\section*{The Schwinger--Bargmann generating function of the $6j$ symbols}

All $6j$ symbols, divided by their triangle coefficients, are Taylor coefficients of one rational function of twelve variables. The result is due to Schwinger (1952) and Bargmann (1962). We derive it with Gaussian integrals, then read off Racah's sum and the 144 symmetries. Angular momenta are in units of $\hbar$ and phases follow Condon and Shortley.

\subsection*{Notation and result}

The symbol $\begin{Bmatrix} j_1&j_2&j_3\\ j_4&j_5&j_6\end{Bmatrix}$ has four triads, $A=(j_1j_2j_3)$, $B=(j_1j_5j_6)$, $C=(j_4j_2j_6)$, $D=(j_4j_5j_3)$. The triad sums and column-pair sums are
\begin{align}
&\alpha_1=j_1+j_2+j_3,\quad \alpha_2=j_1+j_5+j_6,\quad \alpha_3=j_4+j_2+j_6,\quad \alpha_4=j_4+j_5+j_3,\nonumber\\
&\beta_1=j_2+j_3+j_5+j_6,\quad \beta_2=j_1+j_3+j_4+j_6,\quad \beta_3=j_1+j_2+j_4+j_5 .
\label{eq:ab}
\end{align}
The sum $\beta_n$ omits column $n$. Each $j$ occurs in two $\alpha$'s and two $\beta$'s, so $\sum_i\alpha_i=\sum_n\beta_n$. Set $k_{in}=\beta_n-\alpha_i$ and
\begin{equation}
\Delta(abc)=\left[\frac{(a+b-c)!\,(a-b+c)!\,(-a+b+c)!}{(a+b+c+1)!}\right]^{1/2}.
\end{equation}
The result is
\begin{equation}
\sum_{j_1\dots j_6}\frac{1}{\Delta_A\Delta_B\Delta_C\Delta_D}\begin{Bmatrix} j_1&j_2&j_3\\ j_4&j_5&j_6\end{Bmatrix}\prod_{i=1}^4\prod_{n=1}^3\tau_{in}^{k_{in}}
=\Big[1+\sum_{i=1}^4\prod_{n=1}^3\tau_{in}+\sum_{n=1}^3\prod_{i=1}^4\tau_{in}\Big]^{-2},
\label{eq:main}
\end{equation}
summed over all sets $j_1\dots j_6$ whose four triads obey the triangle rule and have integer sums.

\subsection*{Premises}

(P1) If $(j_1j_2j_3)$ obeys the triangle rule, $j_3$ occurs once in $j_1\otimes j_2$, so $j_1\otimes j_2\otimes j_3$ holds exactly one state of total angular momentum zero.

(P2) The $3j$ symbol is
\begin{equation}
\begin{pmatrix} j_1&j_2&j_3\\ m_1&m_2&m_3\end{pmatrix}=\frac{(-1)^{j_1-j_2-m_3}}{\sqrt{2j_3+1}}\langle j_1m_1j_2m_2|j_3,-m_3\rangle ,\qquad \langle j_1j_1\,j_2,j_3-j_1|j_3j_3\rangle>0 .
\end{equation}
Coupling $j_3$ with $j_3$ to zero brings the factor $(-1)^{j_3+m_3}/\sqrt{2j_3+1}$. It differs from the prefactor above by a sign independent of $m_3$, because $2m_3$ has the parity of $2j_3$. The $3j$ symbols are therefore the components of the normalised scalar state.

(P3) The $6j$ symbol is defined as the contraction
\begin{multline}
\begin{Bmatrix} j_1&j_2&j_3\\ j_4&j_5&j_6\end{Bmatrix}=\sum_{m_1\dots m_6}(-1)^{\sum_{e=1}^6(j_e-m_e)}
\begin{pmatrix} j_1&j_2&j_3\\ -m_1&-m_2&-m_3\end{pmatrix}
\begin{pmatrix} j_1&j_5&j_6\\ m_1&-m_5&m_6\end{pmatrix}\\
\times\begin{pmatrix} j_4&j_2&j_6\\ m_4&m_2&-m_6\end{pmatrix}
\begin{pmatrix} j_4&j_5&j_3\\ -m_4&m_5&m_3\end{pmatrix}.
\label{eq:def}
\end{multline}
This is the standard symbol, the one that gives the overlap of the schemes $((ab)e,c)J$ and $(a,(bc)f)J$ as $(-1)^{a+b+c+J}\sqrt{(2e+1)(2f+1)}\begin{Bmatrix} a&b&e\\ c&J&f\end{Bmatrix}$.

\subsection*{Step 1: states as monomials}

Let $\zeta=(\xi,\eta)\in\mathbb C^2$, with measure $d\mu(z)=\pi^{-1}e^{-|z|^2}d^2z$ for each complex variable $z$. In polar coordinates $\int d\mu\,\bar z^{\,p}z^q=p!\,\delta_{pq}$, so the monomials
\begin{equation}
v^j_m(\zeta)=\frac{\xi^{j+m}\eta^{j-m}}{\sqrt{(j+m)!\,(j-m)!}}
\end{equation}
are orthonormal in both $j$ and $m$. With $J_+=\xi\partial_\eta$, $J_-=\eta\partial_\xi$, $J_z=\frac12(\xi\partial_\xi-\eta\partial_\eta)$, differentiation gives $J_\pm v^j_m=\sqrt{(j\mp m)(j\pm m+1)}\,v^j_{m\pm1}$ and $J_zv^j_m=m\,v^j_m$. Thus $v^j_m$ represents $|jm\rangle$ with the standard phases; $\xi$ and $\eta$ are the creation operators of Schwinger's two oscillators.

\subsection*{Step 2: two Gaussian integrals}

For $z\in\mathbb C^N$, a matrix $M$ of norm below one and vectors $a,b$,
\begin{equation}
\int d\mu(z)\,e^{\bar z^TMz+a^Tz+\bar z^Tb}=\frac{\exp[a^T(1-M)^{-1}b]}{\det(1-M)} .
\label{eq:gauss}
\end{equation}
For $N=1$, $M=0$, expanding both exponentials and using orthogonality gives $\sum_p(ab)^p/p!=e^{ab}$. For real $M=\lambda<1$ the rescaling $z\to z/\sqrt{1-\lambda}$ gives $(1-\lambda)^{-1}e^{ab/(1-\lambda)}$. A Hermitian $M$ reduces to this case by a unitary change of variables, which leaves $d\mu$ unchanged. Both sides are analytic in the entries of $M$, and every matrix is $H_1+iH_2$ with Hermitian $H_1,H_2$, so agreement on Hermitian matrices extends to all $M$ of norm below one.

For spinors define the bracket $[a,b]=\xi_a\eta_b-\xi_b\eta_a$. For three spinors put $\delta_1=[2,3]$, $\delta_2=[3,1]$, $\delta_3=[1,2]$, that is $\boldsymbol\delta=\boldsymbol\xi\times\boldsymbol\eta$ with $\boldsymbol\xi=(\xi_1,\xi_2,\xi_3)$ and likewise $\boldsymbol\eta$. For small $\boldsymbol\tau,\boldsymbol\sigma\in\mathbb C^3$,
\begin{equation}
\int d\mu(\zeta_1,\zeta_2,\zeta_3)\,e^{\boldsymbol\tau\cdot\boldsymbol\delta+\boldsymbol\sigma\cdot\bar{\boldsymbol\delta}}=(1-\boldsymbol\sigma\cdot\boldsymbol\tau)^{-2},
\label{eq:lemma}
\end{equation}
where the dot carries no conjugation. To see this, write the exponent as $\boldsymbol\eta\cdot(\boldsymbol\tau\times\boldsymbol\xi)+\bar{\boldsymbol\eta}\cdot(\boldsymbol\sigma\times\bar{\boldsymbol\xi})$. The $\boldsymbol\eta$ integral, Eq.~\eqref{eq:gauss} with $M=0$, leaves the exponent $(\boldsymbol\tau\times\boldsymbol\xi)\cdot(\boldsymbol\sigma\times\bar{\boldsymbol\xi})=\bar{\boldsymbol\xi}^TM\boldsymbol\xi$ with $M=(\boldsymbol\sigma\cdot\boldsymbol\tau)1-\boldsymbol\tau\boldsymbol\sigma^T$. This $M$ annihilates $\boldsymbol\tau$ and multiplies every vector $\mathbf w$ with $\boldsymbol\sigma\cdot\mathbf w=0$ by $\boldsymbol\sigma\cdot\boldsymbol\tau$. Hence $\det(1-M)=(1-\boldsymbol\sigma\cdot\boldsymbol\tau)^2$.

\subsection*{Step 3: generating function of the $3j$ symbols}

The total $J_\pm$ and $J_z$ annihilate each bracket, for example $(\xi_1\partial_{\eta_1}+\xi_2\partial_{\eta_2})[1,2]=-\xi_1\xi_2+\xi_2\xi_1=0$. They are first-order operators, so they annihilate any product $\delta_1^{\kappa_1}\delta_2^{\kappa_2}\delta_3^{\kappa_3}$. Its degree in $\zeta_1$ is $\kappa_2+\kappa_3=2j_1$, and cyclically, which gives $\kappa_e=J-2j_e$ with $J=j_1+j_2+j_3=\kappa_1+\kappa_2+\kappa_3$. By (P1) and (P2) the product is proportional to
\begin{equation}
F_{j_1j_2j_3}=\sum_{m}\begin{pmatrix} j_1&j_2&j_3\\ m_1&m_2&m_3\end{pmatrix}v^{j_1}_{m_1}(\zeta_1)\,v^{j_2}_{m_2}(\zeta_2)\,v^{j_3}_{m_3}(\zeta_3),\qquad \|F\|=1 .
\end{equation}

The modulus of the factor follows from Eq.~\eqref{eq:lemma}. The coefficient of $\prod_e(\sigma_e\tau_e)^{\kappa_e}$ is $\|\delta^\kappa\|^2/(\kappa_1!\kappa_2!\kappa_3!)^2$ on the left. On the right, $(1-x)^{-2}=\sum_J(J+1)x^J$ and the multinomial theorem give $(J+1)!/(\kappa_1!\kappa_2!\kappa_3!)$. Hence $\|\delta^\kappa\|^2=(J+1)!\,\kappa_1!\kappa_2!\kappa_3!$.

The sign follows from the term $m_1=j_1$, $m_3=-j_3$, which contains neither $\eta_1$ nor $\xi_3$. It arises only from $\delta_1\to\xi_2\eta_3$, $\delta_2\to-\xi_1\eta_3$, $\delta_3\to\xi_1\eta_2$, and has the sign $(-1)^{\kappa_2}$. In (P2) that symbol has the sign $(-1)^{j_1-j_2+j_3}=(-1)^{\kappa_2}$, so the factor is positive. Since $\Delta^2=\kappa_1!\kappa_2!\kappa_3!/(J+1)!$,
\begin{equation}
\Phi(\boldsymbol\tau;\zeta_1,\zeta_2,\zeta_3)\equiv e^{\boldsymbol\tau\cdot\boldsymbol\delta}=\sum_\kappa\frac{\tau^\kappa\delta^\kappa}{\kappa_1!\kappa_2!\kappa_3!}=\sum_{j_1j_2j_3}\tau_1^{\kappa_1}\tau_2^{\kappa_2}\tau_3^{\kappa_3}\,\frac{F_{j_1j_2j_3}}{\Delta(j_1j_2j_3)} .
\label{eq:phi}
\end{equation}

\subsection*{Step 4: the contraction as an integral}

Define $\zeta^c=(-\bar\eta,\bar\xi)$. Then $v^j_{-m}(\zeta^c)=(-1)^{j-m}\,\overline{v^j_m(\zeta)}$, and
\begin{equation}
\int d\mu(\zeta)\,v^{j}_{-m}(\zeta^c)\,v^{j'}_{m'}(\zeta)=(-1)^{j-m}\delta_{jj'}\delta_{mm'} .
\end{equation}
This is the pairing of Eq.~\eqref{eq:def}. Give each $j_e$ a spinor $\zeta_e$, and use $\zeta_e^c$ in the triad where $-m_e$ stands. Each triad $V$ gets three variables $V_e$, one for each member $e$, so $B_5$ belongs to $j_5$ in triad $B$ and carries the exponent $\alpha_2-2j_5$. Then
\begin{equation}
\mathcal R=\int d\mu(\zeta_1\dots\zeta_6)\,\Phi(A;\zeta_1^c,\zeta_2^c,\zeta_3^c)\,\Phi(B;\zeta_1,\zeta_5^c,\zeta_6)\,\Phi(C;\zeta_4,\zeta_2,\zeta_6^c)\,\Phi(D;\zeta_4^c,\zeta_5,\zeta_3)
\label{eq:R}
\end{equation}
equals, on inserting Eq.~\eqref{eq:phi} four times, the sum over all $j_1\dots j_6$ of the $6j$ symbol divided by $\Delta_A\Delta_B\Delta_C\Delta_D$, times the monomial $\prod V_e^{\alpha_V-2j_e}$. The integral itself forces the two triads that share $e$ to carry the same $j_e$.

Term-by-term integration is allowed. A bracket obeys $|[a,b]|\le|\zeta_a||\zeta_b|\le\frac12(|\zeta_a|^2+|\zeta_b|^2)$, and each spinor occurs in four brackets. If all twelve variables have modulus at most $t$, the series of absolute values is bounded by $\exp(2t\sum_e|\zeta_e|^2)$, which is integrable for $t<\frac12$.

\subsection*{Step 5: doing the integral}

With $\langle a|b\rangle=\bar\xi_a\xi_b+\bar\eta_a\eta_b$, substitution of $\zeta^c$ gives $[a^c,b^c]=\overline{[a,b]}$, $[a^c,b]=-\langle a|b\rangle$ and $[a,b^c]=\langle b|a\rangle$. The four exponents become
\begin{align}
A:&\quad A_1\bar\delta_1+A_2\bar\delta_2+A_3\bar\delta_3,\nonumber\\
B:&\quad -B_1\langle5|6\rangle+B_5[6,1]+B_6\langle5|1\rangle,\nonumber\\
C:&\quad C_4\langle6|2\rangle-C_2\langle6|4\rangle+C_6[4,2],\nonumber\\
D:&\quad D_4[5,3]+D_5\langle4|3\rangle-D_3\langle4|5\rangle .
\end{align}
Integrate over $\zeta_4,\zeta_5,\zeta_6$ first. The terms quadratic in them define a $3\times3$ matrix with $M_{45}=-D_3$, $M_{56}=-B_1$, $M_{64}=-C_2$ and zeros elsewhere, which acts alike on the $\xi$ and on the $\eta$ components. It is cyclic, so $M^3=-B_1C_2D_3\,1$ and
\begin{equation}
\det(1-M)=1+B_1C_2D_3\equiv g,\qquad (1-M)^{-1}=(1+M+M^2)/g .
\end{equation}
The two components give the prefactor $g^{-2}$. The terms linear in $\bar\zeta_u$ have sources $b_4=D_5\zeta_3$, $b_5=B_6\zeta_1$, $b_6=C_4\zeta_2$. By Eq.~\eqref{eq:gauss} the new exponent is the linear form $C_6[4,2]+D_4[5,3]+B_5[6,1]$ evaluated at $(1-M)^{-1}b$, that is at
\begin{align}
g\zeta_4&\to D_5\zeta_3-D_3B_6\zeta_1+D_3B_1C_4\zeta_2,\nonumber\\
g\zeta_5&\to B_6\zeta_1-B_1C_4\zeta_2+B_1C_2D_5\zeta_3,\nonumber\\
g\zeta_6&\to C_4\zeta_2-C_2D_5\zeta_3+C_2D_3B_6\zeta_1 .
\end{align}
The last term of each line drops out because $[a,a]=0$. Using $[3,2]=-\delta_1$, $[1,3]=-\delta_2$, $[2,1]=-\delta_3$, the remaining six terms sum to $-\mathbf u\cdot\boldsymbol\delta/g$ with
\begin{equation}
u_1=C_6D_5+B_1C_4D_4,\qquad u_2=B_6D_4+B_5C_2D_5,\qquad u_3=B_5C_4+B_6C_6D_3 .
\end{equation}
The integral over $\zeta_1,\zeta_2,\zeta_3$ is Eq.~\eqref{eq:lemma} with $\boldsymbol\tau=-\mathbf u/g$ and $\boldsymbol\sigma=\mathbf A$. It gives $(1+\mathbf A\cdot\mathbf u/g)^{-2}$, so $\mathcal R=(g+\mathbf A\cdot\mathbf u)^{-2}\equiv G^{-2}$ with
\begin{multline}
G=1+B_1C_2D_3+A_1D_5C_6+D_4A_2B_6+C_4B_5A_3\\
+A_1B_1C_4D_4+A_2C_2B_5D_5+A_3D_3B_6C_6 .
\label{eq:G}
\end{multline}

\subsection*{Step 6: relabelling}

Let $e$ stand in column $n$ and belong to the triads $V$ and $V'$. The sum $\beta_n$ consists of the two other members of $V$ and the two other members of $V'$. Subtracting $\alpha_{V'}$ leaves the two other members of $V$ minus $j_e$, which is $\alpha_V-2j_e$. The exponent of $V_e$ is thus $k_{in}$, with $i$ the number of the \emph{other} triad $V'$; for example $\alpha_2-2j_1=j_5+j_6-j_1=\beta_1-\alpha_1$. The dictionary is
\begin{equation}
(\tau_{in})=\begin{pmatrix} B_1&C_2&D_3\\ A_1&D_5&C_6\\ D_4&A_2&B_6\\ C_4&B_5&A_3\end{pmatrix}.
\end{equation}
The four cubic terms of $G$ are the row products $a_i=\prod_n\tau_{in}$ and the three quartic terms are the column products $b_n=\prod_i\tau_{in}$. This proves Eq.~\eqref{eq:main}. The twelve $k_{in}$ are the twelve triangle numbers, so the triangle rules read $k_{in}\ge0$ and
\begin{equation}
(\Delta_A\Delta_B\Delta_C\Delta_D)^2=\prod_{i,n}k_{in}!\Big/\prod_i(\alpha_i+1)! .
\label{eq:DD}
\end{equation}
A row of $k_{in}$ does not collect the factorials of triad $i$; only the full product has this form.

\subsection*{Racah's sum}

Expand with $(1+x)^{-2}=\sum_z(-1)^z(z+1)x^z$ and the multinomial theorem:
\begin{equation}
G^{-2}=\sum_{\nu,\omega\ge0}(-1)^z(z+1)!\prod_i\frac{a_i^{\nu_i}}{\nu_i!}\prod_n\frac{b_n^{\omega_n}}{\omega_n!},\qquad z=\sum_i\nu_i+\sum_n\omega_n .
\end{equation}
The power of $\tau_{in}$ is $\nu_i+\omega_n$. Setting it equal to $\beta_n-\alpha_i$ for all $i,n$ means $\nu_i+\alpha_i=\beta_n-\omega_n=y$, a single integer. Then $z=4y-\sum\alpha_i+\sum\beta_n-3y=y$. Comparing coefficients gives Racah's formula (1942),
\begin{equation}
\begin{Bmatrix} j_1&j_2&j_3\\ j_4&j_5&j_6\end{Bmatrix}=\Delta_A\Delta_B\Delta_C\Delta_D\sum_{z=\max\alpha_i}^{\min\beta_n}\frac{(-1)^z(z+1)!}{\prod_i(z-\alpha_i)!\prod_n(\beta_n-z)!} .
\label{eq:racah}
\end{equation}
Each term is $z+1$ times a multinomial coefficient. The sum is therefore an integer, and the square of any $6j$ symbol is rational.

\subsection*{The 144 symmetries}

$G$ is unchanged by any permutation of the rows of $\tau_{in}$ and, independently, of its columns. The coefficients of $G^{-2}$ are therefore unchanged when the $\alpha_i$ and the $\beta_n$ are permuted separately, and so is Eq.~\eqref{eq:DD}. The permuted sums belong to a $6j$ symbol, because Eq.~\eqref{eq:ab} inverts to
\begin{align}
&2j_1=\alpha_1+\alpha_2-\beta_1,\quad 2j_2=\alpha_1+\alpha_3-\beta_2,\quad 2j_3=\alpha_1+\alpha_4-\beta_3,\nonumber\\
&2j_4=\alpha_3+\alpha_4-\beta_1,\quad 2j_5=\alpha_2+\alpha_4-\beta_2,\quad 2j_6=\alpha_2+\alpha_3-\beta_3
\end{align}
whenever $\sum\alpha_i=\sum\beta_n$, and the $k_{in}$ stay non-negative integers. The symbol is invariant, with no phase, under $S_4\times S_3$, of order $4!\,3!=144$.

The 24 tetrahedral symmetries form a subgroup. A permutation of the columns of the symbol permutes $(\beta_1,\beta_2,\beta_3)$ and $(\alpha_2,\alpha_3,\alpha_4)$ in step. Exchanging upper and lower entries in two columns fixes every $\beta_n$ and swaps the $\alpha_i$ in two pairs. The remaining operations were found by Regge (1959). Exchanging $\beta_1$ and $\beta_2$ alone gives, with $s=\beta_3/2$,
\begin{equation}
\begin{Bmatrix} j_1&j_2&j_3\\ j_4&j_5&j_6\end{Bmatrix}=\begin{Bmatrix} s-j_4&s-j_5&j_3\\ s-j_1&s-j_2&j_6\end{Bmatrix},
\end{equation}
which can turn integers into half-integers, as in $\begin{Bmatrix}2&1&2\\1&1&1\end{Bmatrix}=\begin{Bmatrix}3/2&3/2&2\\1/2&3/2&1\end{Bmatrix}$.

\subsection*{Range of validity}

No approximation was made. Equation~\eqref{eq:main} holds for SU(2), for integer and half-integer $j$, as an identity of formal power series. The integral \eqref{eq:R} converges absolutely for $|\tau_{in}|\le t<\frac12$. There $|G-1|\le4t^3+3t^4<0.6875$, so $G^{-2}$ is analytic, and the equality obtained for small $\tau$ extends to that whole domain. The series converges absolutely at least while $4t^3+3t^4<1$, that is up to $t=0.560$. Premise (P1) is essential: for groups such as SU(3), where a product can contain an irreducible representation more than once, Step 3 fails. Symbols that break a triangle rule are zero and have no monomial. For large $j$ the sum \eqref{eq:racah} alternates with strong cancellation and is best evaluated in integer arithmetic.

\subsection*{Illustration: the Na $3p$ doublet}

The model is one valence electron with $l=1$, $s=\frac12$ outside a closed core, giving the levels $j=\frac12$ and $\frac32$. The orbital share of the magnetic moment of $3p_{3/2}$ needs $\begin{Bmatrix}3/2&3/2&1\\1&1&1/2\end{Bmatrix}$, for which
\begin{equation}
\alpha=(4,3,3,3),\qquad\beta=(4,4,5),\qquad (k_{in})=\begin{pmatrix}0&0&1\\1&1&2\\1&1&2\\1&1&2\end{pmatrix}.
\end{equation}
Only $z=4$ lies between $\max\alpha_i$ and $\min\beta_n$. The monomial is $a_2a_3a_4b_3$, and its coefficient in $G^{-2}$ is $(-1)^4\,5!=120$. Equation~\eqref{eq:DD} gives $(2!)^3/[5!\,(4!)^3]=1/207360=1/(144\sqrt{10})^2$, so
\begin{equation}
\begin{Bmatrix}3/2&3/2&1\\1&1&1/2\end{Bmatrix}=\frac{120}{144\sqrt{10}}=\frac{\sqrt{10}}{12}=0.2635 .
\end{equation}
Because of the repeated sums, the 144 operations produce only $4\times3=12$ different symbols. All are reached by tetrahedral operations: since $\alpha_2=\alpha_3=\alpha_4$, a permutation of the $\beta_n$ alone acts as a column permutation.

Take the Wigner--Eckart convention $\langle jm|T^k_q|j'm'\rangle=(-1)^{j-m}\begin{pmatrix}j&k&j'\\-m&q&m'\end{pmatrix}\langle j\|T^k\|j'\rangle$, in which $\langle j\|J\|j\rangle=\sqrt{j(j+1)(2j+1)}$. The standard recoupling formula for an operator acting on the first of two coupled momenta reads
\begin{equation}
\langle(ls)j\|L\|(ls)j'\rangle=(-1)^{l+s+j'+1}\sqrt{(2j+1)(2j'+1)}\begin{Bmatrix}l&j&s\\ j'&l&1\end{Bmatrix}\langle l\|L\|l\rangle .
\end{equation}
For $j=j'=\frac32$, exchanging upper and lower entries in columns 1 and 3 turns this symbol into ours. The phase is $(-1)^4=+1$ and $\langle1\|L\|1\rangle=\sqrt6$, so the element is $4\sqrt6\,\sqrt{10}/12=2.582$. Division by $\langle\frac32\|J\|\frac32\rangle=\sqrt{15}=3.873$ gives $\langle L_z\rangle=\frac23m_j$, hence $\langle S_z\rangle=\frac13m_j$. The projection theorem gives the same fraction independently: $[j(j+1)+l(l+1)-s(s+1)]/[2j(j+1)]=\frac23$.

With $g_L=1$, $g_S=2.00232$ and $\mu_B/h=1.3996$ MHz/G,
\begin{equation}
g_J=\tfrac23g_L+\tfrac13g_S=1.334,\qquad g_J\mu_B/h=1.867\ \text{MHz/G}.
\end{equation}
The nuclear-mass correction to $g_L$ is $m_e/M=2.4\times10^{-5}$ for $M\approx22.99$ u, below the printed figures.

Two neglected terms bound the useful field range. As approximate inputs take a fine-structure interval $\Delta E\approx17.2$ cm$^{-1}$, or 516 GHz, and a magnetic hyperfine constant $A_{\rm hf}\approx18.5$ MHz for $^{23}$Na, $I=\frac32$; the smaller quadrupole term is ignored. The levels $F=0$ to $3$ lie at $\frac12A_{\rm hf}F(F+1)$ plus a constant and span $6A_{\rm hf}=111$ MHz, which equals $g_J\mu_BB/h$ at 59 G. At and below such fields the hyperfine coupling rivals or exceeds the Zeeman term and $m_j$ is not a good label. At high fields the Zeeman term mixes the two $j$ levels at $m_j=\pm\frac12$. With $g_S\approx2$ it is $\mu_BB(J_z+S_z)$, and $\langle S_z\rangle=\frac13m_j$ for $j=\frac32$ and $-\frac13m_j$ for $j=\frac12$, so the diagonal gap is $\Delta E\pm\frac13\mu_BB$; the off-diagonal element, found below, has modulus $\sqrt{2/9}\,\mu_BB$. The mixing becomes substantial near $\mu_BB=\Delta E$, at 37 T, where the $j=\frac12$ admixture in the upper state is 9 per cent for $m_j=+\frac12$ and 21 per cent for $m_j=-\frac12$. Its limits $\frac13$ and $\frac23$, those of the uncoupled states $|m_lm_s\rangle$, are approached only for $\mu_BB\gg\Delta E$.

At $B=1$ kG both terms are corrections. From $S_z^2=\frac14$, the squared element of $S_z$ between $j=\frac32$ and $j=\frac12$ at $m_j=\pm\frac12$ is $\frac14-\frac1{36}=\frac29$. The second-order shift $\frac29[(g_S-1)\mu_BB]^2/\Delta E$ of these sublevels is then 0.8 MHz. The hyperfine term $A_{\rm hf}m_Im_j$ changes the spacing of adjacent $m_j$ by up to $\frac32A_{\rm hf}=28$ MHz, or 1.5 per cent. The model's spacing of adjacent $m_j$ sublevels of $3p_{3/2}$ at 1 kG is therefore 1.87 GHz, displaced by up to $\pm0.03$ GHz according to $m_I$.